With BLYP, diamond lies below simple cubic for boron, by 388 meV/atom, and for lead, by 43 meV/atom, while simple cubic is lower for aluminium, gallium, indium and thallium. Boron's order has by far the largest margin and is unlikely to be reversed by the errors of the method. Lead's order is the weakest in the table, and an estimated pressure under 1 GPa would reverse it. Neither structure is the ambient form of any of these elements, so the signs rank these two lattices against each other only.

Diamond (structure 2) against simple cubic (structure 1) for elements of groups 13 and 14, calculated with Ansatz 0.2.0 using BLYP, scalar-relativistic plane-wave PAW, a 420 eV cutoff, Fermi-Dirac smearing and no spin polarisation. Energies are extrapolated to zero smearing, volumes are relaxed and given per atom, and the k mesh listed is that of diamond.

```tsv
element	Z	valence electrons	smearing width	k mesh	energy of structure 2 less structure 1, BLYP (meV/atom)	volume of structure 1, BLYP (Å³)	volume of structure 2, BLYP (Å³)	volume of structure 2, BLYP over volume of structure 1, BLYP, less one (%)
B	5	3	0.1 eV	15×15×15	-388	6.94	8.53	23.0
Al	13	3	0.1 eV	10×10×10	124	21.61	29.14	34.9
Ga	31	3	0.1 eV	10×10×10	56	22.77	27.67	21.5
In	49	3	0.1 eV	9×9×9	117	33.25	42.41	27.5
Tl	81	3	0.1 eV	8×8×8	156	38.62	50.56	30.9
Pb	82	4	0.1 eV	9×9×9	-43	37.42	47.34	26.5
```

## Coordination, bond length and band filling

An atom in diamond has four neighbours at tetrahedral angles, and an atom in simple cubic has six at right angles. In a metal the valence electrons are shared over all neighbours, and adding neighbours lowers the band energy even though each bond weakens and lengthens. The open diamond lattice needs some compensation to be the lower one. Its four bonds can shorten and strengthen, and its bands can split into a lower bonding set and an upper antibonding set. The split pays fully only when the electrons fill the lower set exactly.

Structure 1 is simple cubic with volume per atom $V_1$, structure 2 is diamond with $V_2$, and $\Delta E$ is the energy of diamond less simple cubic, negative where diamond is lower. The bond lengths follow from geometry alone:

$$d_1 = V_1^{1/3}, \qquad d_2 = \tfrac{\sqrt{3}}{2}\,V_2^{1/3}.$$

Equal bond lengths would make diamond larger by $(2/\sqrt3)^3 - 1$, which is 54 %. The last column of the table runs only from 21.5 to 34.9 %, so diamond is the larger cell in every row and its bonds are also the shorter ones in every row.

The electron count is equally simple. Diamond has two bonds per atom, and its two-atom cell has four lower bands that hold eight electrons. A group 13 element supplies six electrons to the cell, or 1.5 per bond, so the Fermi level cuts through the bonding bands and part of the bonding gain is never collected. Lead supplies eight, two per bond by this count and enough to fill four bands; whether all four are bonding in lead is taken up below. Counting therefore predicts simple cubic for group 13 and gives diamond its chance in lead, which is right for every row except boron. No model was fitted to any row; the analysis printed after the text lists the bond lengths, differences and ratios used here.

## Boron

Boron has three valence electrons and still prefers diamond, by the largest margin in the table. Aluminium, with the same count, lies 512 meV/atom higher in $\Delta E$ and on the other side of zero. These two rows show that the count alone does not set the sign. The diamond cell of boron is metallic in these runs, so the preference is reached with no gap at all.

The standard explanation lies in the 2p shell. It has no p shell in the core beneath it and no radial node, so it is about as compact as 2s and overlaps a neighbour at the same short distance. The s and p orbitals then mix strongly into directed hybrids, and the missing p core also softens the repulsion between close neighbours, which favours few short bonds over many long ones. Strong mixing alone need not make diamond win with its bonds only three quarters filled, and how the two effects share boron's preference is not shown here. From aluminium down, the valence p shell is pushed outward by core p shells and is more diffuse than its s partner, so the mixing is weaker. This is an argument from atomic structure that agrees with the sign; no column isolates it.

Part of boron's large number is a matter of scale. Hopping between neighbours, and with it the band width, goes roughly as $\hbar^2/md^2$ with $m$ the electron mass, and boron's diamond bond of 1.77 Å is far shorter than that of any other element in the table. In these units boron's lead for diamond is 0.16, close in size to indium's lead for simple cubic, 0.14, and below thallium's, 0.21. Short bonds magnify whichever preference the orbitals give. The same scaling would magnify boron's errors of method. A reversal would need an error about nine times lead's margin in meV, but only about three times in these units (0.16 against 0.055).

## Aluminium, gallium, indium

These three prefer simple cubic, as the count predicts, but $\Delta E$ does not run smoothly: 124 meV/atom for aluminium, 56 for gallium and 117 for indium. Gallium is the irregular row. Aluminium and indium differ by only 7 meV/atom, too little to rank them when convergence in the k mesh is untested.

The volumes are irregular in the same place. In simple cubic gallium is 5.4 % larger than aluminium, and in diamond it is 5.0 % smaller. Gallium's bond shortens by 7.6 % on going to four neighbours, the most of any row, and aluminium's by 4.3 %, the least. An element whose bonds contract strongly at low coordination recovers more of the energy lost with two neighbours, which fits gallium's small margin.

Bond shortening goes with $\Delta E$ only loosely. Over the five group 13 rows the rank correlation is 0.80, which says little with five points. Two pairs are out of order. Gallium contracts slightly more than boron and keeps the opposite sign, 444 meV/atom away, and aluminium contracts less than thallium though its margin is smaller. The filled 3d shell, which screens the nucleus poorly, is the known cause of gallium's compactness, but that it also causes the dip in $\Delta E$ is a guess that these numbers do not test.

## Thallium

Thallium has the largest preference for simple cubic, 156 meV/atom, which is 39 above indium. Theory gives a direction for this step. Relativistic contraction lowers the 6s level, the two s electrons take less part in bonding (the inert pair), and tetrahedral hybrids cost more to form. What remains is p bonding, and three mutually perpendicular p orbitals point along the cube axes, straight at the six neighbours of simple cubic.

The scalar-relativistic treatment contains this 6s lowering, so the mechanism is present in the calculation, though no column separates it from the growth in atomic size. Spin-orbit coupling is left out, and it splits the 6p shell strongly. The step from indium to thallium is about as small as lead's margin and should be held loosely for that reason. Thallium's sign has the second largest margin in the table and is much safer than that step.

## Lead

Thallium and lead are neighbours with nearly the same size, lead's volume being smaller by 3.1 % in simple cubic and 6.4 % in diamond. Both have the deep 6s pair. One more valence electron lowers $\Delta E$ by 199 meV/atom and changes its sign. This pair is the cleanest test of band filling in the table, since core, size and relativistic treatment are nearly held fixed. The extra electron changes the filling of the simple cubic p bands as well, so the pair tests the electron count and does not assign the whole shift to diamond. It is one pair, and lead is one group 14 element, so the conclusion is limited to it.

The electronic entropy of slightly compressed diamond cells, at 0.96 of their reference volume, supports the filling picture. With Fermi-Dirac smearing of width $\sigma$, the Sommerfeld expansion gives $TS \approx (\pi^2/3)\,g(E_F)\,\sigma^2$, where $g(E_F)$ is the density of states at the Fermi level, and all rows share one $\sigma$. Lead's $TS$ is 11.7 meV/atom against thallium's 35.5, a ratio of one third. Eight electrons thus place the Fermi level of diamond lead where few states lie.

Size alone also changes $g(E_F)$, because wide bands spread their states thinly, so $g$ grows roughly as $d^2$. Boron's low $TS$ is of this kind: after division by $d^2$ it becomes the highest in the table. The group 13 values then lie between 3.3 and 5.0 meV/Å², and lead stands alone at 1.2, about a third of the group 13 mean. The numbers show the dip in the density of states. That the dip causes the lower energy is the theoretical argument given above.

Diamond lead is still a metal here. Its fourth and fifth valence bands overlap by 0.96 eV in the compressed cell, so the four lowest bands are separated from the rest by a dip and no gap. (The overlaps printed for group 13 refer to the third and fourth bands and are a different quantity.) A deep 6s level implies this, and it also means the four bands should not be read as a filled set of sp³ bonds. The s-antibonding level is expected to drop below the p-bonding level at Γ, as in grey tin, leaving two s bands with little net bonding and two p bands, the upper of which touches the fifth band by symmetry. These outputs do not resolve band character. Filling favours diamond and the inert pair favours simple cubic, and the small margin of 43 meV/atom is consistent with a near balance of the two.

## How safe the signs are

The shift needed to reverse a sign is the margin itself, so the order of safety starts from lead and gallium and ends at boron. Rounding, half a meV per atom, plays no part. Smearing is also small against the margins: the correction from the smeared free energy to zero smearing is $TS/2$, between 6 and 18 meV/atom in the diamond cells, and the smallest ratio of margin to correction is gallium's, about 5. The simple cubic correction has the same sign and so counts against it in $\Delta E$, but it is not always the smaller of the two. In lead it is about 14 meV/atom against 6.5 in diamond, so the net correction lowers $\Delta E$ by about 7 meV/atom, in favour of diamond. That is more than diamond's own correction but only about a sixth of lead's margin, so the sign does not depend on it. The extrapolation removes the leading part of the smearing error in both structures.

The k-point sampling is less certain. The two structures have different cells and different meshes, so sampling errors at the Fermi surface do not cancel in $\Delta E$, and convergence in mesh and cutoff is untested here. Such errors bear first on the 7 meV between aluminium and indium and next on lead and gallium. Both structures were run without spin polarisation. No magnetic starts were compared, and the comparison is one between non-magnetic states imposed by the settings.

Temperature and zero-point motion are outside the calculation. Lead's margin is 1.7 times $kT$ at 300 K and gallium's is 2.2 times, so a reversal at room temperature would need an entropy difference of about two $k_B$ per atom between the structures. The cells are held in their symmetry and may be dynamically unstable. If so, a finite-temperature comparison would concern distorted structures and no longer the two ideal lattices.

For lead the two larger doubts are spin-orbit coupling and the functional. Spin-orbit splitting of 6p is large and reshapes the bands at the Fermi level, which are the p bands that the filling argument relies on; the direction of its effect on $\Delta E$ is untested. BLYP is known to underbind metals and to overestimate the volumes of heavy elements, its correlation part does not reproduce the uniform electron gas, and it runs here on PAW datasets made for PBE. A plausible guess is that it penalises the denser, more uniform simple cubic density and so lowers $\Delta E$. If that holds, a functional better suited to metals would push lead toward reversal and would widen the lead of simple cubic in aluminium, gallium, indium and thallium.

## Reversal by pressure

Pressure favours the smaller volume, which is simple cubic in every row. At pressure $p$ each structure has enthalpy $H_i \approx E_i + pV_i - p^2V_i/2K_i$, with $K_i$ its bulk modulus. Keeping the first-order term and setting the two enthalpies equal gives an estimate with no parameter, $p = -\Delta E/\Delta V$ with $\Delta V = V_2 - V_1$. For lead, with 1 meV/Å³ equal to 0.16 GPa,

$$p = \frac{43\ \text{meV}}{(47.34 - 37.42)\ \text{Å}^3} = 4.3\ \text{meV/Å}^3 \approx 0.69\ \text{GPa}.$$

The neglected term of diamond, relative to $p\,\Delta V$, is $(p/2K_2)(V_2/\Delta V)$. A rough stiffness from the compressed cell gives $p/K_2 = 0.03$ for lead, and $V_2/\Delta V$ is 4.8, so the term is about 7 % of $p\,\Delta V$, and the matching term of simple cubic opposes it. The estimate is therefore sound for lead as far as compressibility goes. It scales directly with $\Delta E$, however, and inherits all the doubt about the 43 meV.

For boron the same formula gives 39 GPa, and there it fails. With $p/K_2 = 0.21$ and $V_2/\Delta V = 5.4$ the neglected diamond term exceeds half of $p\,\Delta V$, so only the order of magnitude, tens of GPa, survives. For aluminium, gallium, indium and thallium the first-order crossing pressure is negative, a tension of roughly 2 to 3 GPa. For soft indium and thallium it fails: $|p|/K_2$ is 0.13 and 0.17, the neglected diamond term is about a third of $p\,\Delta V$, the cells soften further on expansion, and they may not bear such a tension at all. Compression of these four only widens the advantage that simple cubic already has.

Output of the analysis:

```
Rounding of the table: 0.5 meV/atom, 0.005 A^3; sc = simple cubic, dE = diamond less sc
Order by dE (meV/atom): B -388, Pb -43, Ga +56, In +117, Al +124, Tl +156
Volume excess of diamond at equal bond length: 54.0 %; table 21.5 to 34.9 %
Bonds: d sc (A), d diamond (A), change (%), electrons per bond sc / diamond, dE over hbar^2/(m d^2)
  B  1.907 1.769 -7.2  1.00 / 1.50  -0.159
  Al 2.785 2.665 -4.3  1.00 / 1.50  +0.116
  Ga 2.834 2.619 -7.6  1.00 / 1.50  +0.050
  In 3.216 3.020 -6.1  1.00 / 1.50  +0.140
  Tl 3.380 3.202 -5.3  1.00 / 1.50  +0.210
  Pb 3.345 3.133 -6.3  1.33 / 2.00  -0.055
Rank correlation of bond ratio with dE, five group 13 rows: 0.80
  dE Al less B: +512 meV/atom
  dE Ga less B: +444 meV/atom
  dE Ga less Al: -68 meV/atom
  dE In less Ga: +61 meV/atom
  dE Al less In: +7 meV/atom
  dE Tl less In: +39 meV/atom
  dE Pb less Tl: -199 meV/atom
Volume Ga against Al: sc +5.4 %, diamond -5.0 %
Volume Pb against Tl: sc -3.1 %, diamond -6.4 %
Diamond at 0.96 of reference volume (kT at 300 K = 25.9 meV):
  TS (meV/atom), TS/d^2 (meV/A^2), band overlap (eV), smearing correction (meV/atom), |dE|/correction, |dE|/kT
  B  15.1  4.95  6.51  7.6  51.4  15.0
  Al 26.3  3.80  3.18  13.2  9.4  4.8
  Ga 22.0  3.30  3.78  11.0  5.1  2.2
  In 33.3  3.73  2.64  16.6  7.0  4.5
  Tl 35.5  3.55  2.63  17.7  8.8  6.0
  Pb 11.7  1.23  0.96  5.9  7.3  1.7
TS of Pb over TS of Tl: 0.33; TS/d^2 of Pb over group 13 mean: 0.32
First-order crossing pressure -dE/dV (negative = tension); rough secant stiffness K of diamond
  dV (A^3), p (GPa), K (GPa), |p|/K (first order holds only where this is small)
  B  1.59  +39.10  182  0.21
  Al 7.53  -2.64  35  0.07
  Ga 4.90  -1.83  31  0.06
  In 9.16  -2.05  15  0.13
  Tl 11.94  -2.09  13  0.17
  Pb 9.92  +0.69  24  0.03
Shift needed to reverse the sign (meV/atom): Pb 43, Ga 56, In 117, Al 124, Tl 156, B 388
```
